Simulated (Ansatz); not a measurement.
Ligand exchange: GaH2(OH) + C2H2S → GaH2(SH) + C2H2O

Species: GaH2(OH), singlet; C2H2S (ethynethiol) `C#CS`, singlet; GaH2(SH), singlet; C2H2O `C#CO`, singlet. The partners trade OH for SH: Ga–OH and C–SH bonds give way to Ga–SH and C–OH.

Shapes, held fixed at every level: PBE0-D4/def2-TZVP. Programs: Ansatz 0.2.0. The zero-point and thermal change to 298 K, harmonic and unscaled (PBE0-D4/def2-TZVP), is +1.9 kJ/mol.

```json
{"level": "HF/def2-TZVPP", "kind": "Hartree–Fock", "ΔH(298 K) (kJ/mol)": "+9.3", "less CCSD(T)/def2-TZVPP": "-15.7"}
{"level": "SPW92/def2-TZVPP", "kind": "LDA", "ΔH(298 K) (kJ/mol)": "+5.6", "less CCSD(T)/def2-TZVPP": "-19.4"}
{"level": "PBE-D4/def2-TZVPP", "kind": "GGA", "ΔH(298 K) (kJ/mol)": "+13.7", "less CCSD(T)/def2-TZVPP": "-11.3"}
{"level": "r2SCAN-D4/def2-TZVPP", "kind": "meta-GGA", "ΔH(298 K) (kJ/mol)": "+17.5", "less CCSD(T)/def2-TZVPP": "-7.5"}
{"level": "MP2/def2-TZVPP", "kind": "perturbation theory", "ΔH(298 K) (kJ/mol)": "+32.7", "less CCSD(T)/def2-TZVPP": "+7.7"}
{"level": "CCSD/def2-TZVPP", "kind": "coupled cluster or CI", "ΔH(298 K) (kJ/mol)": "+22.7", "less CCSD(T)/def2-TZVPP": "-2.3"}
{"level": "CCSD(T)/def2-TZVPP", "kind": "coupled cluster or CI", "ΔH(298 K) (kJ/mol)": "+25.0", "less CCSD(T)/def2-TZVPP": "0.0"}
```

The highest level, CCSD(T)/def2-TZVPP, gives ΔH(298 K) = +25.0 kJ/mol; the levels span +5.6 to +32.7. The column of differences is taken from that level and isn't an error. No measured value is set beside it here. Relativity is left out for Ga unless named. Correlated rows may include outer-core shells of Ga, which these sets cover unevenly.

The exchange is endothermic at every level, so gallium keeps the hydroxyl group and the ethynyl carbon keeps the thiol. Oxygen binds more strongly than sulfur to both centres, but its advantage is larger at gallium. The electropositive metal forms a strongly polar Ga–O bond, whereas the electronegative sp carbon gains less from bond polarity when sulfur is replaced by oxygen. The thermal contribution of +1.9 kJ/mol is small, so the preference is essentially electronic.

Its size depends strongly on electron correlation. Hartree–Fock gives only +9.3 kJ/mol against +22.7 with CCSD, and triples add little more, while MP2 overshoots, probably because it exaggerates the differential correlation of the sulfur and π electrons. The density functionals rise steadily from LDA to meta-GGA but all stay below CCSD(T). The direction of the exchange is therefore better supported than its exact magnitude. The result applies to the ynol and ynethiol as written, not to a mixture free to tautomerise to ketene and thioketene.
